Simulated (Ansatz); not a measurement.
# As: energy change per atom and pressure as volume scale varies

Results calculated with Ansatz 0.2.0, not measured. Plane-wave DFT, scalar-relativistic PAW made under PBE with cores redone for the functional, no dispersion; the given relaxed cell is scaled uniformly, energy at zero smearing counts from the unscaled cell, pressure at the given Fermi-Dirac smearing is positive in compression.

The cell before it is scaled or strained (space group Fd-3m, No. 227):
```
As
1.0
      0.0000     3.0339     3.0339
      3.0339     0.0000     3.0339
      3.0339     3.0339     0.0000
As
2
Direct
  0.12500 0.12500 0.12500
  0.87500 0.87500 0.87500
```

Settings of every row: spin polarised no; functional r2SCAN; wave cutoff 500 eV; smearing width 0.1 eV; k mesh 10x10x10.

Atom starting moment: 0 on all atoms.

Limits: the cell comes from a prototype or a list of computed structures and needn't be the stable phase.

```csv
row,volume scale,V (Å³/atom),energy change per atom (meV),pressure (GPa)
1,0.88,24.575,72.28,7.7
2,0.92,25.692,29.61,4.58
3,0.96,26.809,6.57,1.99
4,1.04,29.043,7.28,-1.97
5,1.08,30.16,?,?
6,1.12,31.277,54.62,-4.71
```

Question: what energy change per atom and pressure should row 5 give?

Worked fit of energy change per atom. Take u = (V_r/V)^(2/3) − 1 with V_r = 26.809 Å³ an atom, which is twice the finite (Eulerian) strain; such expansions in the strain, on which the Birch-Murnaghan equation of state is built, carry the rest volume and the bulk modulus. The shown rows have u = 0.05972, 0.02878, 0, -0.05196, -0.09766. Least squares give energy change per atom = 6.382 + 501.05 × u + 10165.7 × u² meV; a straight line predicts inner rows, each left out in turn, worse (root mean square 29 against 0.67 meV). The rows lie off it by -0.28, 0.39, 0.19, -0.51, 0.22 (root mean square 0.34 meV). The withheld row has u = -0.07552, so the fit gives 6.382 + 501.05 × (-0.07552) + 10165.7 × (-0.07552)² = 26.52 meV.

The calculation gave 26.15 meV. The fit lies 0.37 meV (1.4 % of the value, 0.56 % of the column's range) above it; its largest miss of a shown row is 0.51 meV.

Worked fit of pressure. Take u = (V_r/V)^(2/3) − 1 with V_r = 26.809 Å³ an atom, which is twice the finite (Eulerian) strain; such expansions in the strain, on which the Birch-Murnaghan equation of state is built, carry the rest volume and the bulk modulus. The shown rows have u = 0.05972, 0.02878, 0, -0.05196, -0.09766. Least squares give pressure = 1.992 + 85.29 × u + 171 × u² GPa; a straight line predicts inner rows, each left out in turn, worse (root mean square 0.49 against 0.011 GPa). The rows lie off it by 0.00, -0.01, 0.00, 0.01, 0.00. The pressure vanishes at u = -0.0246, or V = 27.83 Å³ an atom, and there the bulk modulus at fixed shape and fractions is B = −V dP/dV = (2/3)(1 + u) dP/du = 50 GPa. The withheld row has u = -0.07552, so the fit gives 1.992 + 85.29 × (-0.07552) + 171 × (-0.07552)² = -3.47 GPa.

The calculation gave -3.47 GPa. The fit meets it to the printed digit.
